**Reaction energy of an I/OH swap between aluminium and germanium, level by level**

The table holds the electronic energy of CH3AlHI + HOGeFCl2 → CH3AlHOH + GeFCl2I at twelve levels (functionals in def2-TZVPP, PBE0-D4/def2-TZVP geometries) and the error of each against a composite CCSD(T) limit of −16.4 kJ/mol. The program tests linear mixing of exact exchange, an estimate for double hybrids with no constant fitted to them, an additive D4 shift, a split of wave-function errors into basis and method parts, the X⁻³ rule and Pauling's electronegativity rule. Correlation supplies 90 % of the reference; lines within a family reproduce r2SCANh, B3LYP and HSE06 to about 0.4 kJ/mol and, with a perturbation term added, two double hybrids to about 1 kJ/mol, while a single line misses BLYP by 10 kJ/mol and a line in the long-range share explains almost nothing. The SVP errors are mostly basis error, and Pauling's rule has the right sign but is 3.3 times too large. CCSD(T) less MP2 drifts by 3.1 kJ/mol from SVP to TZVPP, so the four rows within 2 kJ/mol of the reference are not ranked.

Electronic reaction energies, products less reactants, for CH3AlHI + GeFCl2OH → CH3AlHOH + GeFCl2I (gas phase, all singlets), computed with Ansatz 0.2.0 at PBE0-D4/def2-TZVP geometries. Functionals use def2-TZVPP, and correlated wave-function methods use frozen cores. The reference is CCSD(T) at the def2 basis-set limit, from an additive MP2 scheme.

## Program and output

```python
# Table: electronic energy (kJ/mol) of CH3AlHI + HOGeFCl2 -> CH3AlHOH + GeFCl2I, Ansatz 0.2.0, PBE0-D4/def2-TZVP
# geometries, functionals in def2-TZVPP, reference composite CCSD(T) limit. Tested: linear exact-exchange mixing,
# a double-hybrid estimate, additive D4, basis/method split of wave-function errors, X^-3, Pauling's rule.
T = {
    'level': ['SPW92', 'revPBE-D4', 'PBE0-D4', 'HSE06-D4', 'B2PLYP', 'revPBE', 'r2SCAN', 'r2SCAN0', 'MP2/def2-SVP', 'CCSD/def2-SVP', 'MP2/def2-QZVPP', 'HF/def2-limit'],
    'rung': ['LDA', 'GGA', 'global hybrid', 'screened hybrid', 'double hybrid', 'GGA', 'meta-GGA', 'global hybrid', 'wave function', 'wave function', 'wave function', 'wave function'],
    'exx': [0, 0, 25, 0, 53, 0, 0, 25, None, None, None, None],  # %
    'e': [-21.2, -23.7, -16.8, -16.5, -19.7, -20.0, -17.4, -13.3, -6.5, -5.3, -18.2, -1.6],  # kJ/mol
    'err': [-4.8, -7.2, -0.3, 0.0, -3.3, -3.6, -1.0, 3.2, 9.9, 11.2, -1.7, 14.8],  # kJ/mol
}
import numpy as np
from scipy import constants as C
k = C.e * C.N_A / 1e3
# further outputs of the same runs, eV (TZVPP unless named; _S, _T, _Q, _L = SVP, TZVPP, QZVPP, limit)
F = {'PBE': -.22111, 'PBE-D4': -.24493, 'PBE0': -.15231, 'HSE06': -.14926, 'BLYP': -.30642, 'BLYP-D4': -.35492,
     'B3LYP': -.24605, 'BHLYP': -.16636, 'r2SCANh': -.16298, 'r2SCAN-D4': -.18417, 'r2SCAN0-D4': -.14326,
     'PBE-QIDH': -.10793, 'HF_S': .03447, 'HF_T': .00038, 'HF_Q': -.01464, 'MP2_T': -.15417, 'MP2_L': -.20436,
     'CCSD_L': -.15802, 'CC_S': -.06526, 'CC_T': -.12019, 'CC_L': -.17038}
E = {n: v * k for n, v in F.items()}
E.update(zip(T['level'], T['e']))
err, X = dict(zip(T['level'], T['err'])), dict(zip(T['level'], T['exx']))
ref, hT, hL = E['CC_L'], E['HF_T'], E['HF/def2-limit']
print(f"all energies kJ/mol; rounding floor 0.05 per entry, 0.1 per difference; reference {ref:.2f}")
print(f"span of table {min(T['e']):.1f} to {max(T['e']):.1f}; correlation {ref-hL:.1f} = {100*(ref-hL)/ref:.0f}% of reference")
dft = [n for n in T['level'] if X[n] is not None]
x, y = np.array([X[n] / 100 for n in dft]), np.array([E[n] for n in dft])
p = np.polyfit(x, y, 1); r = y - np.polyval(p, x); w = np.argmax(abs(r))
print(f"A: line in printed exx: slope {p[0]:.1f}/unit, rms {np.sqrt(np.mean(r**2)):.2f} (sd of data {y.std():.2f}), worst {dft[w]} {r[w]:+.1f}")
a = {n: (0.25 if n.startswith('HSE') else X[n] / 100) for n in dft}  # short-range share, by definition
bare = {n: E[n.replace('-D4', '')] for n in dft}
fit = [n for n in dft if n not in ('B2PLYP', 'revPBE-D4')]  # out: PT2 term; duplicate of revPBE once D4 is off
E0 = sum((1 - a[n]) * (bare[n] - a[n] * hT) for n in fit) / sum((1 - a[n])**2 for n in fit)
line = lambda s: (1 - s) * E0 + s * hT
print(f"B: E=(1-a)E0+a*HF/TZVPP, D4 removed: E0 {E0:.2f}, HF/TZVPP {hT:.2f}; * = not fitted")
print("level       a_short  D4    noD4   err_noD4 model  resid")
for n in dft:
    print(f"{n + ('' if n in fit else '*'):11s} {a[n]:.2f} {E[n]-bare[n]:6.1f} {bare[n]:6.1f} {bare[n]-ref:+6.1f} {line(a[n]):7.1f} {bare[n]-line(a[n]):+5.1f}")
print(f"B rms on fitted rows {np.sqrt(np.mean([(bare[n]-line(a[n]))**2 for n in fit])):.2f}; outside table: " +
      ", ".join(f"{n} {E[n]-line(s):+.1f}" for n, s in [('PBE', 0), ('BLYP', 0), ('B3LYP', .2), ('BHLYP', .5)]))
print("C: family lines, no D4: E(0), E(hybrid), slope/unit a, a reaching reference, E(a=1)-HF/TZVPP (extrapolated)")
S, corr = {}, {}
for g, h, s in [('r2SCAN', 'r2SCAN0', a['r2SCAN0']), ('PBE', 'PBE0', a['PBE0-D4']), ('BLYP', 'BHLYP', .5)]:
    S[g] = (E[h] - E[g]) / s; corr[g] = E[g] + S[g] - hT
    print(f"  {g:7s} {E[g]:6.1f} {h:8s}{E[h]:6.1f} {S[g]:5.1f} {100*(ref-E[g])/S[g]:4.0f}% {corr[g]:+5.1f}")
for n, g, s in [('r2SCANh', 'r2SCAN', .10), ('B3LYP', 'BLYP', .20), ('HSE06', 'PBE', .25)]:
    print(f"  predict {n}: {E[g]+s*S[g]:.2f}, computed {E[n]:.2f}, resid {E[n]-E[g]-s*S[g]:+.2f}")
c2T = E['MP2_T'] - hT
for n, g, s, c in [('B2PLYP', 'BLYP', a['B2PLYP'], .27), ('PBE-QIDH', 'PBE', 3**(-1/3), 1/3)]:
    m = E[g] + s * S[g]; t = m - c * corr[g] + c * c2T
    print(f"  {n}: line {m:.1f}, DFT corr out {-c*corr[g]:+.1f}, MP2 in {c*c2T:+.1f}, sum {t:.1f}, computed {E[n]:.1f}, resid {E[n]-t:+.1f}")
d4 = {n: E[n + '-D4'] - E[n] for n in ['revPBE', 'BLYP', 'PBE', 'PBE0', 'HSE06', 'r2SCAN', 'r2SCAN0']}
print("D4 shifts: " + ", ".join(f"{n} {v:.1f}" for n, v in d4.items()))
print("wave functions: err = HF basis + correlation basis + method at limit")
for n, h, L in [('MP2/def2-SVP', 'HF_S', 'MP2_L'), ('CCSD/def2-SVP', 'HF_S', 'CCSD_L'), ('MP2/def2-QZVPP', 'HF_Q', 'MP2_L')]:
    hb = E[h] - hL; cb = E[n] - E[L] - hb
    print(f"  {n:15s} {hb:+5.1f} {cb:+5.1f} {E[L]-ref:+5.1f} sum {hb+cb+E[L]-ref:+5.1f} table {err[n]:+5.1f}")
print(f"HF S/T/Q/limit: {E['HF_S']:.1f} {hT:.1f} {E['HF_Q']:.1f} {hL:.1f}; T to limit {hL-hT:+.1f}")
c2S, c2Q, c2L = E['MP2/def2-SVP'] - E['HF_S'], E['MP2/def2-QZVPP'] - E['HF_Q'], E['MP2_L'] - hL
print(f"MP2 correlation S/T/Q/limit: {c2S:.1f} {c2T:.1f} {c2Q:.1f} {c2L:.1f}; MP2 limit {E['MP2_L']:.1f}, CCSD limit {E['CCSD_L']:.1f}")
lim = (64 * c2Q - 27 * c2T) / 37; pS = lim + (c2T - lim) * 27 / 8
print(f"X^-3 from T,Q: limit {lim:.1f} (rule built in, no test); predicts SVP {pS:.1f}, resid {c2S-pS:+.1f}")
print(f"CCSD(T) S/T/limit: {E['CC_S']:.1f} {E['CC_T']:.1f} {ref:.1f}; S-ref {E['CC_S']-ref:+.1f}; T to limit {ref-E['CC_T']:+.1f}")
dS, dT = E['CC_S'] - E['MP2/def2-SVP'], E['CC_T'] - E['MP2_T']
print(f"CCSD(T)-MP2: SVP {dS:+.1f}, TZVPP {dT:+.1f}, drift {dT-dS:+.1f}; (T): SVP {E['CC_S']-E['CCSD/def2-SVP']:+.1f}, TZVPP {ref-E['CCSD_L']:+.1f}")
chi = dict(O=3.4, I=2.7, Ge=2.0, Al=1.6)  # rough recalled Pauling electronegativities
pa = -2 * (chi['O'] - chi['I']) * (chi['Ge'] - chi['Al']) * k
print(f"Pauling rule -2(chiO-chiI)(chiGe-chiAl): {pa:.0f}, {pa/ref:.1f} x reference; HF limit {hL:.1f}")
print("rows within 2 of reference (unresolved): " + ", ".join(n for n in T['level'] if abs(err[n]) < 2))
assert all(abs(E[n] - err[n] - ref) < 0.11 for n in T['level'])
assert all(v > 0 for v in S.values()) and all(v < 0 for v in d4.values())
assert abs(E['r2SCANh'] - E['r2SCAN'] - .10 * S['r2SCAN']) < 0.2
assert E['MP2_L'] < E['MP2/def2-QZVPP'] < ref < E['MP2_T'] < E['MP2/def2-SVP']
```

Running it gives:

```
all energies kJ/mol; rounding floor 0.05 per entry, 0.1 per difference; reference -16.44
span of table -23.7 to -1.6; correlation -14.8 = 90% of reference
A: line in printed exx: slope 4.3/unit, rms 2.92 (sd of data 3.02), worst r2SCAN0 +4.8
B: E=(1-a)E0+a*HF/TZVPP, D4 removed: E0 -19.29, HF/TZVPP 0.04; * = not fitted
level       a_short  D4    noD4   err_noD4 model  resid
SPW92       0.00    0.0  -21.2   -4.8   -19.3  -1.9
revPBE-D4*  0.00   -3.7  -20.0   -3.6   -19.3  -0.7
PBE0-D4     0.25   -2.1  -14.7   +1.7   -14.5  -0.2
HSE06-D4    0.25   -2.1  -14.4   +2.0   -14.5  +0.1
B2PLYP*     0.53    0.0  -19.7   -3.3    -9.0 -10.7
revPBE      0.00    0.0  -20.0   -3.6   -19.3  -0.7
r2SCAN      0.00    0.0  -17.4   -1.0   -19.3  +1.9
r2SCAN0     0.25    0.0  -13.3   +3.1   -14.5  +1.2
B rms on fitted rows 1.23; outside table: PBE -2.0, BLYP -10.3, B3LYP -8.3, BHLYP -6.4
C: family lines, no D4: E(0), E(hybrid), slope/unit a, a reaching reference, E(a=1)-HF/TZVPP (extrapolated)
  r2SCAN   -17.4 r2SCAN0  -13.3  16.4    6%  -1.0
  PBE      -21.3 PBE0     -14.7  26.6   18%  +5.2
  BLYP     -29.6 BHLYP    -16.1  27.0   49%  -2.6
  predict r2SCANh: -15.76, computed -15.73, resid +0.03
  predict B3LYP: -24.16, computed -23.74, resid +0.42
  predict HSE06: -14.70, computed -14.40, resid +0.29
  B2PLYP: line -15.2, DFT corr out +0.7, MP2 in -4.0, sum -18.6, computed -19.7, resid -1.1
  PBE-QIDH: line -2.9, DFT corr out -1.7, MP2 in -5.0, sum -9.6, computed -10.4, resid -0.8
D4 shifts: revPBE -3.7, BLYP -4.7, PBE -2.3, PBE0 -2.1, HSE06 -2.1, r2SCAN -0.4, r2SCAN0 -0.5
wave functions: err = HF basis + correlation basis + method at limit
  MP2/def2-SVP     +4.9  +8.3  -3.3 sum  +9.9 table  +9.9
  CCSD/def2-SVP    +4.9  +5.0  +1.2 sum +11.1 table +11.2
  MP2/def2-QZVPP   +0.2  +1.3  -3.3 sum  -1.8 table  -1.7
HF S/T/Q/limit: 3.3 0.0 -1.4 -1.6; T to limit -1.6
MP2 correlation S/T/Q/limit: -9.8 -14.9 -16.8 -18.1; MP2 limit -19.7, CCSD limit -15.2
X^-3 from T,Q: limit -18.2 (rule built in, no test); predicts SVP -7.2, resid -2.6
CCSD(T) S/T/limit: -6.3 -11.6 -16.4; S-ref +10.1; T to limit -4.8
CCSD(T)-MP2: SVP +0.2, TZVPP +3.3, drift +3.1; (T): SVP -1.0, TZVPP -1.2
Pauling rule -2(chiO-chiI)(chiGe-chiAl): -54, 3.3 x reference; HF limit -1.6
rows within 2 of reference (unresolved): PBE0-D4, HSE06-D4, r2SCAN, MP2/def2-QZVPP
```
